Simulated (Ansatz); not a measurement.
# Work function and dipole per adsorbate against coverage for S, Br and I in the hollows of W(100), PBE slabs

An electronegative adsorbate is usually expected to draw electrons outwards from a metal and so raise its work function, in proportion to its coverage. Sulfur, bromine and iodine on W(100) put both parts of this rule to the test. The question matters for electron emitters and metal contacts, where a fraction of a layer can shift the barrier that electrons must cross. The quantity followed is ΔΦ, the PBE work function of the covered face less that of the clean, unreconstructed face at 4.14 eV. Dividing out the density of adsorbates gives the dipole per adsorbate, which is positive when its positive end points outwards and the work function falls. Each adsorbate was started in the hollow site only, so other sites and rebuilt surfaces are outside the comparison.

## How the numbers were made

Ansatz 0.2.0, plane-wave Kohn-Sham DFT with its default PAW datasets at a cutoff of 420 eV, PBE. Slabs of 5 layers at the tabulated measured lattice constant with the lower two layers held; adsorbates on the upper face in cells of 1 to 9 surface atoms, started on the site named and relaxed with the upper layers until forces are under 0.02 eV/Å. k-spacing 0.17 Å⁻¹ (2π included), Fermi-Dirac smearing of 0.1 eV, 18 Å of vacuum, dipole correction. Spin-paired, no spin-orbit coupling.

Notes on method and selection:

- One starting site was run; real layers may sit elsewhere, sink into the surface or rebuild it.
- Changes under about 0.15 eV are within the error of slabs this thin.
- Runs in which an atom moved over 1.3 Å, mostly full layers of large atoms, are not listed; the work function can turn there.
- Neighbouring dipoles tend to depolarise each other as the coverage rises, unless heights or bonding change.
- Runs in which the search for lower states was switched off are not listed.
- Work functions and vacuum levels are read from the electrostatic potential (Hartree and local ionic parts), which a warning of a rough exchange-correlation potential in thin density does not concern.
- Error sizes named in these notes are rules of thumb and were not measured on these runs.
- The default PAW datasets of this version of Ansatz are the set soft_2.
- Runs that did not converge, have known faults or may not be shown are not listed, and runs on Ansatz's PAW sets soft_1 and soft_2 are kept to separate tables.

Columns:

- density (nm⁻²): adsorbates per area.
- height (Å): height of the adsorbed atom (the lowest atom of a molecule) over the highest substrate atom.
- coverage (ML): adsorbates per surface atom.
- ΔΦ (eV): work function of the covered face less that of the clean face.
- dipole (D): dipole per adsorbate from ΔΦ by the Helmholtz relation, positive end outwards.
- Φ covered (eV): work function of the covered face.

## Data

```
member     system                density (nm⁻²)  height (Å)  coverage (ML)  ΔΦ (eV)  dipole (D)  Φ covered (eV)
clean      S on W(100), hollow   0.00            –           0.000          0.000    –           4.14
0.25 ML    S on W(100), hollow   2.50            1.02        0.250          −0.075   0.080       4.07
1 ML       S on W(100), hollow   10.01           1.17        1.000          0.397    −0.105      4.54
clean      I on W(100), hollow   0.00            –           0.000          0.000    –           4.14
0.25 ML    I on W(100), hollow   2.50            2.08        0.250          −0.269   0.286       3.87
1 ML       I on W(100), hollow   10.01           1.95        1.000          −0.453   0.120       3.69
clean      Br on W(100), hollow  0.00            –           0.000          0.000    –           4.14
0.1111 ML  Br on W(100), hollow  1.11            1.80        0.111          −0.050   0.120       4.09
0.25 ML    Br on W(100), hollow  2.50            1.94        0.250          −0.081   0.085       4.06
0.5 ML     Br on W(100), hollow  5.01            1.90        0.500          ?        ?           ?
1 ML       Br on W(100), hollow  10.01           1.90        1.000          0.523    −0.139      4.66
```

Cells marked ? are withheld until the estimate has been made.

## Why the values move as they do

The rule holds for full layers of S and Br, which raise the work function by 0.397 and 0.523 eV, but fails for I, which lowers it by 0.453 eV. At a quarter layer only iodine gives a clear change, −0.269 eV. The values for S and Br, −0.075 and −0.081 eV, are smaller than the roughly 0.15 eV expected as the error of such thin slabs, so their sign is not settled.

Proportionality fails as well. From a quarter to a full layer of iodine the density rises fourfold, but the lowering grows only by a factor of 0.453 / 0.269 = 1.68. The dipole per atom falls from 0.286 to 0.120 D. Mutual depolarisation acts in this direction: each dipole sits in the field of its neighbours, which opposes it. This can shrink a dipole but cannot by itself reverse it, so it does not account for the outward negative charge of the full S and Br layers.

Two contributions of opposite sign probably compete in all three systems, though the table does not separate them. Electron transfer to the adsorbate places negative charge outside the metal and raises Φ. The closed shell of the adsorbate also pushes back the electrons that spill out of the clean metal, and its own cloud is polarised towards the surface; both lower Φ. Iodine is the less electronegative of the two halogens and the more polarisable, which favours the lowering. Sulfur, however, is about as electronegative as iodine and its full layer still raises Φ, so electronegativity does not separate these two; sulfur also sits much lower in the hollow and bonds differently.

Height does not give a common cause for the change with coverage. Sulfur rises by 1.17 − 1.02 = 0.15 Å, which would strengthen an outward negative dipole, but bromine sinks by 0.04 Å and its dipole still moves from 0.085 to −0.139 D. In the full layer the Br atoms are only about 3.2 Å apart, closer than their usual non-bonded contact. Overlap of their filled shells may push electron density outwards. Iodine is crowded even more, so overlap alone does not fix the sign of ΔΦ.

## Blind estimate

Plain estimates from the members shown:

- 0.5 ML (Br on W(100), hollow), straight-line interpolation between 0.25 ML and 1 ML: w = (5.01 − 2.50) / (10.01 − 2.50) = 0.334, so −0.081 + 0.334 × (0.523 − (−0.081)) = 0.121 eV

For half a layer of Br, the dipole is interpolated linearly in density and then converted to ΔΦ. Unlike a straight line in ΔΦ, this keeps the change at zero for zero coverage and lets the dipole respond to its neighbours. The conversion is the Helmholtz relation used for the table, ΔΦ = −0.377 × density × dipole, in eV, nm⁻² and D; the constant is 1/ε₀ in these units.

The route can be tried on the quarter layer, using its two neighbours in the table. The dipole becomes 0.120 + (2.50 − 1.11) / (10.01 − 1.11) × (−0.139 − 0.120) = 0.080 D, and ΔΦ = −0.377 × 2.50 × 0.080 = −0.075 eV, against −0.081 eV in the table. A straight line in ΔΦ between the same neighbours gives −0.050 + (2.50 − 1.11) / (10.01 − 1.11) × (0.523 − (−0.050)) = 0.039 eV, a miss of 0.120 eV.

At half a layer the dipole is 0.085 + 0.334 × (−0.139 − 0.085) = 0.010 D, so ΔΦ = −0.377 × 5.01 × 0.010 = −0.019 eV. The height, 1.90 Å, equals that of the full layer and gives no reason for a further shift.

The small miss in the trial understates the error, because the quarter layer lies close to a sparser member. If overlap between Br atoms sets in only near the full layer, the dipole stays at 0.085 D and ΔΦ is −0.377 × 5.01 × 0.085 = −0.161 eV. The straight line in ΔΦ gives 0.121 eV. Both lie 0.14 eV from the estimate, and this distance is taken as the standard deviation. The sign therefore remains open.

**Committed estimate, 0.5 ML (Br on W(100), hollow): ΔΦ = −0.02 ± 0.14 eV.**

## The answer

```
member  system                density (nm⁻²)  height (Å)  coverage (ML)  ΔΦ (eV)  dipole (D)  Φ covered (eV)
0.5 ML  Br on W(100), hollow  5.01            1.90        0.500          0.028    −0.015      4.17
```

```
member                         estimate       ΔΦ (eV)  computed  estimate − computed  miss in error bars
0.5 ML (Br on W(100), hollow)  committed      −0.020   0.028     −0.048               0.3
0.5 ML (Br on W(100), hollow)  interpolation  0.121    0.028     +0.093
```

The estimate for half a layer of Br, −0.02 eV, lies 0.048 eV below the computed 0.028 eV, about a third of its error bar. The straight line in ΔΦ misses by 0.093 eV on the other side. Both misses are smaller than the expected slab error, so the better result is only weak support for interpolating the dipole.

The alternative of a dipole that keeps its quarter-layer value until the layer is nearly full did worse: it gave −0.161 eV, which is 0.028 − (−0.161) = 0.189 eV too low. The computed dipole has already gone from 0.085 to −0.015 D at half coverage, though a value so near zero leaves its sign unsettled.

This weakens the explanation by overlapping Br shells. At half coverage the atoms are about 4.5 Å apart, beyond their usual non-bonded contact, and yet nearly half of the change in dipole from the quarter to the full layer has taken place. If that holds beyond the slab error, direct contact between Br atoms is at most part of the cause. The height is the same at half and full coverage, so it does not explain the further change to −0.139 D either.

## Where the trend breaks

The full iodine layer stands apart. It lowers the work function by 0.453 eV, where the equally dense Br layer raises it by 0.523 eV, a difference of 0.523 − (−0.453) = 0.976 eV. The heights, 1.95 and 1.90 Å, are too similar to explain this. Iodine holds transferred charge less strongly and is more polarisable, and both properties favour a lower work function.

Crowding may add to the effect. The cell forces the iodine atoms to within about 3.2 Å of each other, well inside their non-bonded contact of roughly 4 Å. The occupied p states then broaden into a band, and if its top rises above the Fermi level, electrons return to the metal and Φ falls. This is a conjecture, and so dense a flat layer may not form on a real surface.

Crowding cannot be the whole reason, because iodine is already lower at a quarter layer, where the atoms are about 6.3 Å apart. There its ΔΦ is −0.269 eV, against −0.075 eV for S and −0.081 eV for Br.

## Checking against experiment

```
member  quantity        measured  computed, S on W(100), hollow  computed − measured  conditions                                                                                                                      source
clean   Φ covered (eV)  4.65      4.14                           −0.51                compiled values differ between sources by a tenth of an eV or more; this face reconstructs in experiment and the slab does not  [1]
```

Sources:

[1] "Anisotropic work function of elemental crystals" (2019, arXiv:1902.07811)

Only the clean face has a measured value here. The computed work function, 4.14 eV, is 0.51 eV below the compiled 4.65 eV. That gap exceeds both the expected slab error and a disagreement of a tenth of an eV between sources, and it has the direction in which PBE usually errs for metals. A single compiled value without a stated method cannot show how much of it is due to PBE.

PBE itself is the main suspect and may account for the whole gap; nothing here limits its share. The real face also reconstructs, whereas the small clean cell keeps it square; the sign and size of that effect are not shown in the table. The thin slab, with an expected error of about 0.15 eV, should explain only a part, and no second PAW dataset is compared here. Relaxation of the upper layers explains little of the gap: the held lower face of the clean slab has a higher work function than the relaxed upper face, but the difference is only a small part of 0.51 eV.

An error common to the clean and covered faces cancels in ΔΦ, so the gap of half an eV need not carry over to the changes with coverage. Relaxation does not cancel in this way. The held and the relaxed clean face differ in work function by more than the ΔΦ of S at a quarter layer or of Br up to half a layer, and under all three full layers the top tungsten layer has moved back outwards. ΔΦ and the dipole derived from it therefore include a response of the metal, which the explanations above leave out, and the small values cannot be assigned to the adsorbate alone. Whether those changes agree with experiment is not compared here.

## Conclusions

Electronegativity alone does not fix the sign of ΔΦ on W(100). Full layers of S and Br raise the work function and a full layer of I lowers it, while up to half a layer the changes for Br stay within the slab error.

Within the Br series, interpolating the dipole missed the quarter and half layers by 0.006 and 0.048 eV. The mean of the other covered Br rows misses them by (−0.050 + 0.028 + 0.523) / 3 − (−0.081) = 0.248 eV and (−0.050 − 0.081 + 0.523) / 3 − 0.028 = 0.103 eV. Two trials on one adsorbate do not justify carrying the method over to another element.

In practical terms, the photoemission threshold of the full Br layer lies 4.66 − 3.69 = 0.97 eV above that of the full I layer.

Spin-orbit coupling, left out here, should change ΔΦ by less than roughly 0.1 eV, far below this spread. Other sites or a rebuilt surface could matter more, perhaps by a few tenths of an eV in either direction.

[Logs are printed without paths, hosts, clocks, repeated set-up lines and the standing remarks that a program may print on its own settings, such as how far it seeks lower states.]
